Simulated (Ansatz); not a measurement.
A ladder of methods for [PH4]+ (SMILES [PH4+])

The species is [PH4]+ (5 atoms), meant as a singlet with charge +1. As SMILES, `[PH4+]`. The shape is that of a GFN2-xTB optimisation.

```xyz
5

P     0.0000    0.0000    0.0001
H     1.3575   -0.0613    0.2104
H    -0.6173   -1.0160    0.6910
H    -0.2619   -0.1338   -1.3433
H    -0.4783    1.2111    0.4418
```

Each level gives the energy change with the P1–H3 bond stretched from 1.375 to 3.438 Å (eV). The values are calculated.

| level | kind | program | value (eV) | CPU time (all runs) |
| --- | --- | --- | --- | --- |
| HF/6-31G (restricted) | Hartree–Fock | Ansatz | 6.05 | 0.39 s |
| SVWN5/6-31G (restricted) | LDA | Ansatz | 4.58 | 1.1 s |
| revPBE/6-31G (restricted) | GGA | Ansatz | 4.53 | 1.6 s |
| BHLYP/6-31G (restricted) | global hybrid | Ansatz | 5.46 | 1.4 s |
| CAM-B3LYP/6-31G (restricted) | range-separated hybrid | Ansatz | 5.34 | 1.7 s |
| wB97X/6-31G (restricted) | range-separated hybrid | Ansatz | 5.68 | 6.1 s |
| BCCD(T)/6-31G (restricted) | coupled cluster or CI | Ansatz | 3.65 | 0.51 s |
| CCSDT(Q)/6-31G (restricted) | coupled cluster or CI | Ansatz | 3.67 | 0.96 s |
| FCI/3-21G | exact in the basis | Ansatz | 3.70 | 20 s |

Spin-restricted single references rise too steeply as a bond breaks, Hartree–Fock most of all. Perturbation and coupled-cluster corrections on them can overshoot downwards. The first shape isn't each level's own minimum. The values span 3.65 to 6.05 eV. All rows use very small basis sets, so even the best lies far from the true value. CPU times are rough (shared hosts, several kinds of processor): they show what a rung costs within a factor of a few.

The coupled-cluster rows lie close together, well below every density functional, and Hartree–Fock stands highest. Stretching one P–H bond of phosphonium leads towards a PH3 radical cation and a hydrogen atom, because phosphine ionises more easily than hydrogen. The two bonding electrons should then separate, one to each fragment, which requires the σ and σ* configurations to mix strongly. A single closed-shell determinant instead retains contributions that put both electrons on the same fragment, and so makes the stretched ion too high in energy.

The functionals follow the same logic. LDA and GGA give 4.58 and 4.53 eV, while all three hybrids lie between them and Hartree–Fock. Semilocal exchange partly mimics the missing left–right correlation through its localised hole, and exact exchange removes that help. The closeness of BCCD(T) and CCSDT(Q) suggests that both recover most of this correlation, but their small offsets from FCI don't measure their remaining errors, since the FCI value belongs to a different basis.
